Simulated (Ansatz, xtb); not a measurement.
Relative energy of two isomers of C6H10Si

Structure a is `C=C[C@@H]1C=CC[SiH2]1`, a singlet and structure b is `C=C=C1CC[Si@@H]1C`, a singlet. Both are isolated molecules in the gas phase, relaxed with r2SCAN-D4/def2-SVP, each in the lowest conformer that the search found.

Quicker runs give these differences E(b) − E(a): GFN2-xTB +22.2 kcal/mol; HF/STO-3G +17.3 kcal/mol (at GFN2-xTB geometries); r2SCAN-D4/def2-SVP//GFN2-xTB +14.8 kcal/mol.

**Question.** Estimate E(b) − E(a) at the level CCSD(T)/def2-SVP + ΔMP2/def2-TZVPP.

**Answer.** Calculated at CCSD(T)/def2-SVP + ΔMP2/def2-TZVPP: E(b) − E(a) = +17.2 kcal/mol, so structure a lies lower.

Level by level:

```tsv
level	geometry	E(b) − E(a) (kcal/mol)	departure from the last row (kcal/mol)	job, with rough time for the two
GFN2-xTB	GFN2-xTB	+22.2	+5.0	optimisation, 0.2 s
HF/STO-3G	GFN2-xTB	+17.3	+0.2	single point, 0.32 s
r2SCAN-D4/def2-SVP//GFN2-xTB	GFN2-xTB	+14.8	−2.3	single point, 3.5 s
r2SCAN-D4/def2-SVP	r2SCAN-D4/def2-SVP	+14.7	−2.5	optimisation, 99 s
HF/def2-SVP	r2SCAN-D4/def2-SVP	+18.6	+1.4	part of the CCSD(T) run
MP2/def2-SVP	r2SCAN-D4/def2-SVP	+19.8	+2.6	part of the CCSD(T) run
CCSD(T)/def2-SVP	r2SCAN-D4/def2-SVP	+20.2	+3.0	single point
CCSD(T)/def2-SVP + ΔMP2/def2-TZVPP	r2SCAN-D4/def2-SVP	+17.2		single point, 68 s
```

As drawn, b has 1 C–Si, 1 C–H in place of 1 C–C, 1 Si–H. Structure a has a 5-membered ring, b a 4-membered ring.

None of the levels shown reverses the order. The largest departure from CCSD(T)/def2-SVP + ΔMP2/def2-TZVPP is that of GFN2-xTB, 5.0 kcal/mol. The last row adds to CCSD(T) the change of the MP2 difference between the two basis sets, here −3.0 kcal/mol, a large step that makes the value less sure.

With thermal terms from frequencies at re-optimised GFN2-xTB minima (ideal gas, soft modes damped towards free rotors, one conformer each, 298.15 K, 1 atm): the zero-point term adds +0.3 kcal/mol; ΔH is +18.2 and ΔG +16.4 kcal/mol.

The correlated steps freeze 11 core orbitals. Programs: Ansatz 0.2.0, xtb 6.7.1; the last row on 4 threads of Arm Neoverse V2 on a shared host.

Structure a, a five-membered ring with one C=C bond and a vinyl substituent, is clearly the more stable isomer, and thermal terms leave that preference intact. Structure b carries two penalties: the angle strain of a silacyclobutane and the cumulated double bonds of an allene, which are less stable than the two separate C=C bonds in a. The bond exchange works the other way, since trading C–C and Si–H for Si–C and C–H is normally favourable, so the net gap probably understates the combined cost of strain and cumulation.

Within def2-SVP, correlation beyond Hartree–Fock changes the difference only modestly, whereas enlarging the basis lowers it by 3.0 kcal/mol. The near agreement of HF/STO-3G with the final value is therefore best read as cancellation of errors. r2SCAN-D4 lies further from CCSD(T) in the same basis than from the final value, perhaps because semilocal functionals tend to overstabilise cumulenes. The energy gap says nothing about how readily b would rearrange to a, which depends on the barriers between them.
